\section{Electronegativity from the negative-ion balance}

In a discharge that runs on an attaching gas, the ratio of negative ions to electrons, the electronegativity $\alpha=n_-/n_e$, controls the ambipolar field, the sheath-edge ion speed and the share of the positive ions that is lost in the volume. In a steady low-pressure discharge $\alpha$ follows from a single particle balance, because negative ions cannot reach the walls. Densities are in m$^{-3}$, rate coefficients in m$^3$\,s$^{-1}$, and the temperatures $T_e$ and $T_-$ of electrons and negative ions in volts (numerically equal to eV), so that $eT$ is an energy. The gas temperature $T_g$ is in kelvin.

\subsection{Premises}

\begin{enumerate}
\item[(P1)] One species of singly charged negative ion is present. All positive ions are singly charged, with total density $n_+$.
\item[(P2)] Outside the thin sheaths the plasma is quasineutral, $n_+=n_e+n_-$.
\item[(P3)] Negative ions are made only by electron attachment to a parent molecule of density $n_g$, with coefficient $K_{\rm att}$. The symbol $n_g$ counts the attaching molecules alone, which in a dissociated gas are fewer than the total neutral density $n_0=p/k_BT_g$.
\item[(P4)] They are destroyed by two-body mutual neutralisation ($K_{\rm rec}$), by detachment on a neutral partner of density $n_x$ ($K_{\rm det}$), and by electron-impact detachment ($K_{\rm ed}$). With several positive ions, $K_{\rm rec}=\sum_j K_{{\rm rec},j}\,n_{+,j}/n_+$.
\item[(P5)] Neutral densities and rate coefficients are uniform, and the discharge is steady when averaged over the rf period.
\end{enumerate}

\subsection{The volume balance}

The continuity equation for the negative ions, with flux $\boldsymbol\Gamma_-$, is
\begin{equation}
\frac{\partial n_-}{\partial t}+\nabla\cdot\boldsymbol\Gamma_-
=K_{\rm att}n_gn_e-K_{\rm rec}n_+n_--K_{\rm det}n_xn_--K_{\rm ed}n_en_- .
\label{eq:cont}
\end{equation}
Integrate over the plasma volume $V$, bounded by the sheath edge of area $S$, divide by $V$, and write $\langle\cdot\rangle$ for the volume average. The divergence theorem turns the flux term into the net outflow through $S$, which defines a wall-loss frequency $\nu_w$. By (P5) the neutral factors leave the averages:
\begin{equation}
\frac{d\langle n_-\rangle}{dt}=K_{\rm att}n_g\langle n_e\rangle-K_{\rm rec}\langle n_+n_-\rangle-K_{\rm det}n_x\langle n_-\rangle-K_{\rm ed}\langle n_en_-\rangle-\nu_w\langle n_-\rangle .
\label{eq:avg}
\end{equation}

\subsection{Confinement}

To show that $\nu_w$ is negligible we need a lower bound on the sheath drop $\Phi$. Let $\phi\le0$ be the potential measured from the sheath edge, where the densities are $n_{es}$, $\alpha_sn_{es}$ and $(1+\alpha_s)n_{es}$. Both negative species are repelled by the wall and follow Boltzmann factors. Cold positive ions of mass $M$ enter at speed $u_s$ and conserve flux and energy:
\begin{equation}
n_e+n_-=n_{es}\left(e^{\phi/T_e}+\alpha_se^{\phi/T_-}\right),\qquad
n_+=(1+\alpha_s)\,n_{es}\left(1-\frac{2e\phi}{Mu_s^2}\right)^{-1/2}.
\end{equation}
A positive space charge can build up only if $n_+$ falls no faster than $n_e+n_-$ as $\phi$ decreases from zero. Comparing the slopes at $\phi=0$ gives $(1+\alpha_s)e/Mu_s^2\le 1/T_e+\alpha_s/T_-$. This Bohm criterion is taken in its usual marginal form,
\begin{equation}
u_s^2=\frac{eT_e}{M}\,\frac{1+\alpha_s}{1+\gamma\alpha_s}\le\frac{eT_e}{M},\qquad \gamma=\frac{T_e}{T_-}\ge1 .
\label{eq:bohm}
\end{equation}
A Maxwellian species of mean speed $\bar v=(8eT/\pi m)^{1/2}$ sends the flux $\tfrac14 n_s\bar v\,e^{-\Phi/T}$ over a repelling barrier $\Phi$. At a wall that draws no net current the electron flux equals the positive-ion flux, $n_{es}(eT_e/2\pi m_e)^{1/2}e^{-\Phi/T_e}=(1+\alpha_s)n_{es}u_s$. The negative-ion flux is left out here, which the result will justify. Using the inequality in \eqref{eq:bohm},
\begin{equation}
\Phi\ge T_e\left[\tfrac12\ln\frac{M}{2\pi m_e}-\ln(1+\alpha_s)\right].
\label{eq:phi}
\end{equation}
The negative-ion density at the edge does not exceed its average, since the ambipolar potential gathers these ions toward the centre. Hence
\begin{equation}
\nu_w\le\frac{\bar v_-}{4}\,\frac{S}{V}\,e^{-\Phi/T_-}.
\label{eq:nuw}
\end{equation}
The exponent is $\gamma$ times the bracket in \eqref{eq:phi}. The barrier is a few $T_e$ high, and the ions that face it are colder than the electrons by a factor of tens. In an rf sheath the heavy ions respond to the time-averaged potential, so the brief collapse that releases electrons does not release them. We set $\nu_w=0$.

\subsection{Profile factors and the global form}

Use (P2) to write $\langle n_+n_-\rangle=\langle n_en_-\rangle+\langle n_-^2\rangle$, and define
\begin{equation}
\alpha=\frac{\langle n_-\rangle}{\langle n_e\rangle},\qquad
f_{--}=\frac{\langle n_-^2\rangle}{\langle n_-\rangle^2},\qquad
f_{e-}=\frac{\langle n_en_-\rangle}{\langle n_e\rangle\langle n_-\rangle}.
\end{equation}
From here on $n_e$ stands for $\langle n_e\rangle$. Dividing the steady form of \eqref{eq:avg} by $K_{\rm rec}n_e^2$ gives
\begin{equation}
A=f_{--}\alpha^2+f_{e-}(1+B_e)\,\alpha+B_x\alpha ,
\label{eq:prof}
\end{equation}
\begin{equation}
A=\frac{K_{\rm att}n_g}{K_{\rm rec}n_e},\qquad
B_x=\frac{K_{\rm det}n_x}{K_{\rm rec}n_e},\qquad
B_e=\frac{K_{\rm ed}}{K_{\rm rec}} .
\label{eq:AB}
\end{equation}
The Cauchy--Schwarz inequality gives $f_{--}\ge1$. Two model profiles in a slab $|x|\le l$ show the size of the factors. In a strongly electronegative core with both negative species near Boltzmann equilibrium, $n_e(x)/n_e(0)=[n_-(x)/n_-(0)]^{1/\gamma}$, so $n_e$ is nearly flat and $f_{e-}\simeq1$. If the net positive-ion source is then uniform, diffusion gives $n_-\propto1-x^2/l^2$, whose first two moments are $2/3$ and $8/15$, and $f_{--}=(8/15)/(2/3)^2=6/5$. If instead all charged species share the profile $\cos(\pi x/2l)$, both factors equal $(1/2)/(2/\pi)^2=\pi^2/8=1.23$. The global model sets both factors to one, which restores
\begin{equation}
K_{\rm att}n_gn_e=K_{\rm rec}n_+n_-+K_{\rm det}n_xn_-+K_{\rm ed}n_en_- ,
\label{eq:global}
\end{equation}
or, with $n_-=\alpha n_e$, $n_+=(1+\alpha)n_e$ and $B=B_x+B_e$,
\begin{equation}
\alpha(1+\alpha)+B\alpha=A .
\label{eq:quad}
\end{equation}

\subsection{Solution, limits and bounds}

The roots of \eqref{eq:quad} have the product $-A<0$, so exactly one is positive:
\begin{equation}
\alpha=\tfrac12\left[\sqrt{(1+B)^2+4A}-(1+B)\right].
\label{eq:root}
\end{equation}

\paragraph{Recombination limit.} Recombination removes a negative ion at the frequency $K_{\rm rec}n_e(1+\alpha)$ and detachment at $K_{\rm rec}n_eB$. For $B\ll1+\alpha$,
\begin{equation}
\alpha_{\rm rec}(1+\alpha_{\rm rec})=\frac{K_{\rm att}n_g}{K_{\rm rec}n_e}.
\label{eq:rec}
\end{equation}
Differentiating \eqref{eq:quad} with respect to $B$ at $B=0$ gives the first correction, $\delta\alpha/\alpha=-B/(1+2\alpha_{\rm rec})$. For $4A\gg(1+B)^2$, expand the square root in \eqref{eq:root} in powers of $(1+B)^2/4A$:
\begin{equation}
\alpha=\sqrt A-\frac{1+B}{2}+\frac{(1+B)^2}{8\sqrt A}-\dots
\label{eq:large}
\end{equation}
The leading term is $\alpha\simeq(K_{\rm att}/K_{\rm rec})^{1/2}(n_g/n_e)^{1/2}$. The square root arises because the partner density $n_+\simeq n_-$ grows with $\alpha$ itself. The second term is under a tenth of the first only if $A>25(1+B)^2$. The scaling holds at fixed rate coefficients, that is at fixed $T_e$ and ion temperature, and with $n_e$ as the independent variable. If $n_+$ is held fixed instead, $n_e$ cancels from \eqref{eq:global} with $B=0$, and
\begin{equation}
\alpha_{\rm rec}=\frac{K_{\rm att}n_g}{K_{\rm rec}n_+},
\label{eq:nplus}
\end{equation}
which is linear in $n_g/n_+$ for any $\alpha$. Equations \eqref{eq:rec} and \eqref{eq:nplus} are the same statement, and a plot of $\alpha$ against density has to say which density is meant. With the parabolic profile, \eqref{eq:prof} lowers the average at large $A$ by $(5/6)^{1/2}=0.91$, and the central value is $\tfrac32(5A/6)^{1/2}=1.37\sqrt A$.

\paragraph{Weak attachment.} For $4A\ll(1+B)^2$ the expansion in $A$ is
\begin{equation}
\alpha=\frac{A}{1+B}-\frac{A^2}{(1+B)^3}+\dots
\label{eq:small}
\end{equation}

\paragraph{Detachment limit.} For $B\gg1+\alpha$ the recombination term drops and $\alpha_{\rm det}=A/B$. Dividing \eqref{eq:quad} by $B\alpha$ gives the exact relation $\alpha_{\rm det}/\alpha=1+(1+\alpha)/B$, which measures the error of the limit. When neutral partners dominate $B$,
\begin{equation}
\alpha_{\rm det}=\frac{K_{\rm att}n_g}{K_{\rm det}n_x},
\label{eq:det}
\end{equation}
with no explicit dependence on $n_e$, because gain and loss are each linear in one charged density. Power and pressure then act through $K_{\rm att}(T_e)$ and $n_x/n_g$. No profile factor enters \eqref{eq:det}, as \eqref{eq:prof} shows. When electron impact dominates $B$, the limit is $K_{\rm att}n_g/K_{\rm ed}n_e$, linear in $n_g/n_e$.

\paragraph{Bounds.} Dividing \eqref{eq:quad} by $A\alpha$ gives $1/\alpha=1/\alpha_{\rm det}+(1+\alpha)/A$, so $\alpha<\alpha_{\rm det}$. The function $\alpha(1+\alpha)$ increases with $\alpha$ and equals $A-B\alpha\le A$, so $\alpha\le\alpha_{\rm rec}$. It follows that $(1+\alpha)/A\le(1+\alpha_{\rm rec})/A=1/\alpha_{\rm rec}$, and
\begin{equation}
\left(\frac1{\alpha_{\rm rec}}+\frac1{\alpha_{\rm det}}\right)^{-1}\le\alpha\le\min(\alpha_{\rm rec},\alpha_{\rm det}).
\label{eq:bounds}
\end{equation}
The harmonic sum is at least half the smaller limit, so the smaller limit is never more than twice the true root.

\paragraph{Sensitivity.} Differentiating \eqref{eq:quad} at fixed $B$,
\begin{equation}
\frac{\partial\ln\alpha}{\partial\ln A}=\frac{A}{\alpha(1+B+2\alpha)}=\frac{1+B+\alpha}{1+B+2\alpha},
\label{eq:sens}
\end{equation}
which runs from $1$ at small $\alpha$ to $1/2$ at large $\alpha$.

\paragraph{Approach to the steady state.} At fixed $n_e$, $A$ and $B$, the global form of \eqref{eq:avg} reads $d\alpha/d\tau=A-(1+B)\alpha-\alpha^2=-(\alpha-\alpha_+)(\alpha-\alpha_-)$, with $\tau=K_{\rm rec}n_et$ and $\alpha_\pm$ the two roots. Partial fractions give $(\alpha-\alpha_+)/(\alpha-\alpha_-)\propto e^{-s\tau}$ with $s=\alpha_+-\alpha_-=[(1+B)^2+4A]^{1/2}$. Starting from $\alpha=0$,
\begin{equation}
\alpha(\tau)=\alpha_+\,\frac{1-e^{-s\tau}}{1-(\alpha_+/\alpha_-)\,e^{-s\tau}} .
\label{eq:time}
\end{equation}
The root \eqref{eq:root} is stable at fixed $n_e$ and is reached in the time $1/(sK_{\rm rec}n_e)$.

\subsection{Dissociation of the parent gas}

For a diatomic gas X$_2$ the density $n_g$ itself depends on $n_e$. Let $K_d$ be the total coefficient for turning a molecule into two atoms, dissociative attachment included, since X$^-$ ends as an atom. Atoms of density $n_a$ and mean speed $\bar v_a$ recombine on the wall with probability $\gamma_r\ll1$ per impact, at the frequency $\nu_r=\gamma_r\bar v_aS/4V$. Two atoms make one molecule, so without gas flow $K_dn_en_g=\tfrac12\nu_rn_a$. With $n_g+n_a=n_0$,
\begin{equation}
n_g=\frac{n_0}{1+n_e/n_*},\qquad n_*=\frac{\nu_r}{2K_d}.
\label{eq:diss}
\end{equation}
Then $A\propto[n_e(1+n_e/n_*)]^{-1}$. If $B=B_e$ is constant, \eqref{eq:sens} gives
\begin{equation}
\frac{d\ln\alpha}{d\ln n_e}=-\frac{1+B+\alpha}{1+B+2\alpha}\left(1+\frac{n_e}{n_e+n_*}\right).
\label{eq:slope}
\end{equation}
The exponent is $-1/2$ only for $\alpha\gg1+B$ together with $n_e\ll n_*$, and it tends to $-2$ in a dense, dissociated plasma.

\subsection{Range of validity}

Equation \eqref{eq:root} requires the following. (i) Every wall repels negative ions with $\Phi\gg T_-$. This fails in the late afterglow of a pulsed discharge, where $T_e$ and $n_e$ decay and an ion--ion plasma forms, at a positively biased extraction electrode, and behind a magnetic filter. By \eqref{eq:phi} the guarantee also lapses as $1+\alpha_s$ approaches $(M/2\pi m_e)^{1/2}$. (ii) External parameters change slowly compared with $1/(sK_{\rm rec}n_e)$. The stability shown by \eqref{eq:time} holds at fixed $n_e$, and the coupled electron and power balances can still oscillate, as inductive discharges in attaching gases do near the transition to the capacitive mode. (iii) The profile factors are near one. A stratified discharge with a small electronegative core collects ions made in the whole volume, $f_{--}$ is then large, and \eqref{eq:prof} must be used. Nonuniform $T_e$, $T_g$ or dissociation violates (P5). (iv) One negative ion dominates and is made in the volume. Surface production, attachment to excited molecules and ion conversion (to I$_2^-$ or I$_3^-$ in iodine) need further terms. (v) Three-body recombination is small. (vi) The balance fixes $\alpha$ for given $n_e$ and $T_e$, which a full global model takes from the power and positive-ion balances.

\subsection{Illustration: iodine at 1 Pa}

\paragraph{Open channels.} Take the approximate values 3.06~eV for the electron affinity of I and 1.54~eV for the dissociation energy of I$_2$. Dissociative attachment, $e+{\rm I}_2\to{\rm I}+{\rm I}^-$, releases 1.52~eV. Its reverse, associative detachment on ground-state atoms, costs 1.52~eV, and on the spin--orbit excited atom (about 0.94~eV) it still costs 0.58~eV.

\paragraph{Inputs.} The values below are illustrative, of typical size, and the rate coefficients are uncertain by factors of a few. The neutral pressure is 1~Pa (7.5~mTorr) at $T_g=500$~K, with $T_e=3$~V and $T_-=0.1$~V, so $\gamma=30$. The vessel is a cylinder of radius 6~cm and length 12~cm, with $V/S=RL/2(R+L)=2.0$~cm. The coefficients are $K_{\rm att}=3\times10^{-16}$, $K_{\rm rec}=5\times10^{-14}$, $K_{\rm ed}=1\times10^{-14}$ and $K_d=5\times10^{-15}$~m$^3$\,s$^{-1}$, with $\gamma_r=0.05$ and $M=126.9$~u for I, I$^+$ and I$^-$. Intermediate values are carried unrounded. Then $n_0=1.45\times10^{20}$~m$^{-3}$, $\bar v_a=289$~m\,s$^{-1}$, $\nu_r=181$~s$^{-1}$, $n_*=1.81\times10^{16}$~m$^{-3}$ and $B_e=0.2$.

\paragraph{Confinement.} For $\alpha_s\le30$, \eqref{eq:phi} gives $\Phi\ge(5.26-3.43)T_e$, or 5.5~V, and $\Phi/T_-\ge55$. The heavier ion I$_2^+$ raises the bound. With $\bar v_-=440$~m\,s$^{-1}$ the prefactor in \eqref{eq:nuw} is $5.5\times10^3$~s$^{-1}$, and $\nu_w\le1\times10^{-20}$~s$^{-1}$. Newborn ions are hotter. The two fragments have equal mass, so an electron of energy $\varepsilon$ gives I$^-$ at most $(\varepsilon+1.52~{\rm eV})/2$, which is 0.76~eV for slow electrons. Crossing the barrier needs $\varepsilon>9.4$~eV, far above the low energies at which attachment to I$_2$ is efficient. With $\gamma=30$ a tenfold fall of $n_-$ across the core lowers $n_e$ only to 0.93 of its central value.

\paragraph{Results.} From \eqref{eq:diss}, \eqref{eq:AB} and \eqref{eq:root} with $B=B_e$:
\begin{center}
\begin{tabular}{ccccccc}
\hline
$n_e$ (m$^{-3}$) & $n_g/n_0$ & $A$ & $\sqrt A$ & $\alpha_{\rm rec}$ & $A/B$ & $\alpha$\\
\hline
$10^{15}$ & 0.95 & $8.2\times10^2$ & 29 & 28 & $4.1\times10^3$ & 28\\
$10^{16}$ & 0.64 & 56 & 7.5 & 7.0 & $2.8\times10^2$ & 6.9\\
$10^{17}$ & 0.15 & 1.3 & 1.2 & 0.76 & 6.6 & 0.70\\
\hline
\end{tabular}
\end{center}
The model is recombination limited throughout, but the square-root form holds only toward low density. The exponent \eqref{eq:slope} is $-0.54$ in the first row and $-1.35$ in the last. In the last row, a density typical of an inductive source, each electron attaches at $K_{\rm att}n_g=6.6\times10^3$~s$^{-1}$, and $n_-=7.0\times10^{16}$, $n_+=1.7\times10^{17}$~m$^{-3}$. An ion is lost at $8.5\times10^3$~s$^{-1}$ by recombination and $1.0\times10^3$~s$^{-1}$ by electron impact, which is 11\% of the total. The lifetime is 0.11~ms and the relaxation time 77~$\mu$s. Putting $n_0$ in place of $n_g$ would give $\alpha=2.4$ instead of 0.70.

\paragraph{Neglected terms, at $n_e=10^{17}$~m$^{-3}$.} Estimate neutral detachment by a capture coefficient of about $10^{-15}$~m$^3$\,s$^{-1}$ times $e^{-E/eT_-}$, with $E$ the threshold and $n_a=1.23\times10^{20}$~m$^{-3}$. Ground-state atoms, with the factor $2.5\times10^{-7}$, give 0.03~s$^{-1}$. Excited atoms, with the factor $3.0\times10^{-3}$ and an assumed tenth of $n_a$, give 37~s$^{-1}$. A three-body coefficient of about $2\times10^{-37}$~m$^6$\,s$^{-1}$ adds $2.9\times10^{-17}$~m$^3$\,s$^{-1}$ to $K_{\rm rec}$. All three are negligible. A feed of 1~sccm supplies $4.5\times10^{17}$ molecules per second against $1.5\times10^{19}$ from the wall, so flow begins to matter near 10~sccm. An ion--neutral cross section of about $10^{-18}$~m$^2$ gives a free path of 6.9~mm and about 7 collisions per lifetime, enough to cool the ions toward the assumed $T_-$. The larger effects are these. The cosine profile lowers $\alpha$ from 0.70 to 0.60, and in the first row the parabolic one lowers it from 28 to 26. The sensitivity \eqref{eq:sens} is 0.73, and a factor of three either way in $K_{\rm att}$, at fixed $K_d$, moves $\alpha$ between 0.30 and 1.5. The numbers are the model's. The inputs were chosen within their plausible ranges so that $\alpha$ is of order one at inductive densities, the typical behaviour of such iodine sources, and the last row is therefore no test of the theory. Holding $T_e$ and $T_g$ fixed down the table is a further simplification.

\paragraph{Contrast: oxygen.} The process gas O$_2$ shows the other limit. With about 5.12~eV for the bond and 1.46~eV for the electron affinity of O, the reaction ${\rm O}^-+{\rm O}\to{\rm O}_2+e$ releases 3.66~eV, and detachment on the metastable O$_2(a\,^1\Delta_g)$ is also exothermic. Keep $n_0$ and $K_{\rm rec}$, and assume $n_g=0.85\,n_0$, $n_x=0.15\,n_0$ for atoms and metastables together, and the typical values $K_{\rm att}=3\times10^{-17}$, $K_{\rm det}=3\times10^{-16}$, $K_{\rm ed}=3\times10^{-14}$~m$^3$\,s$^{-1}$. At $n_e=10^{16}$~m$^{-3}$, $A=7.4$ and $B=13.6$, so $\alpha_{\rm rec}=2.3$, $\alpha_{\rm det}=0.54$, the lower bound in \eqref{eq:bounds} is 0.44, and $\alpha=0.49$. At $n_e=10^{15}$~m$^{-3}$ with the same composition $\alpha=0.56$, close to the ceiling 0.57 of \eqref{eq:det}, whereas the iodine value rises from 6.9 to 28 over the same decade. These oxygen numbers are again the model's. The fraction $n_x/n_0$ was chosen to give the few tenths to order one that is typical of inductive oxygen plasmas. In weak capacitive discharges the fraction is smaller, and $\alpha$ is typically higher by an order of magnitude or more, in the direction that \eqref{eq:det} indicates.